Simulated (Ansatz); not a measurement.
Ti$_{5}$Si: pressure against volume

Ti$_{5}$Si, R32, a = 4.980 Å, c = 13.197 Å. The structure is a Materials Project entry; whether it is the stable form wasn't checked. Ansatz: PBEsol, PAW, 420 eV, Γ-centred 12×12×12 mesh on 6 atoms, Gaussian smearing 0.10 eV; no spin polarisation. Shape and atoms are relaxed at each volume; pressure is positive in compression.

```
V (Å³/atom) P (GPa)
     13.855        ?
     14.327    14.50
     14.799     8.98
     15.272     4.17
     15.744     0.00
     16.216    -3.63
     16.689    -6.77
     17.319   -10.32
```

**Question.** Take V0 = 15.744 Å³/atom, fit the third-order Birch–Murnaghan form to the other rows, and predict the missing pressure.

**Answer.** With the Eulerian strain f = ½[(V0/V)^(2/3) − 1] and y = P/[3f(1 + 2f)^(5/2)], the form is the line y = B0 + 1.5 B0 (B0′ − 4) f. Rows (f, y): 0.03245, 127.3; 0.02106, 128.2; 0.01025, 128.9; -0.00975, 130.4; -0.01906, 130.5; -0.03079, 131.0. Means f = 0.0006933, y = 129.38; Σ(Δf)² = 0.003005, ΣΔfΔy = -0.1785; the slope is their ratio. y = 129.4 − 59.38 f GPa, so B0 = 129.4 GPa and B0′ = 4 + 2 × (-59.38)/(3 × 129.4) = 3.69. At V = 13.855, f = 0.04447, y = 126.76 and P = 20.93 GPa. The run gave 20.85 GPa, so the fit is 0.08 GPa too high, a small miss on the scale of the series.

The pressure rises faster on compression than it falls on expansion, as expected when Pauli repulsion and electron kinetic energy increasingly oppose the cohesive attraction. The stiffness probably comes mainly from titanium d-band bonding, with Ti d–Si p hybridisation adding to it. B0′ = 3.69 means that the bulk modulus still grows under pressure, only a little more slowly than in the second-order form. A plausible reason is the transfer of s electrons into the partly filled d band, common in compressed early transition metals, which adds bonding and relieves some of the repulsion.

The reduced pressure y falls steadily with f, but the points lie below the fitted line at both ends and mostly above it between. The overestimate at the smallest volume fits this slight curvature, which suggests a small higher-order term rather than an abrupt structural or electronic change. The fit therefore supports short extrapolation, with less assurance at stronger compression. Pressure against volume alone can't show how the compression is shared between the a and c axes.
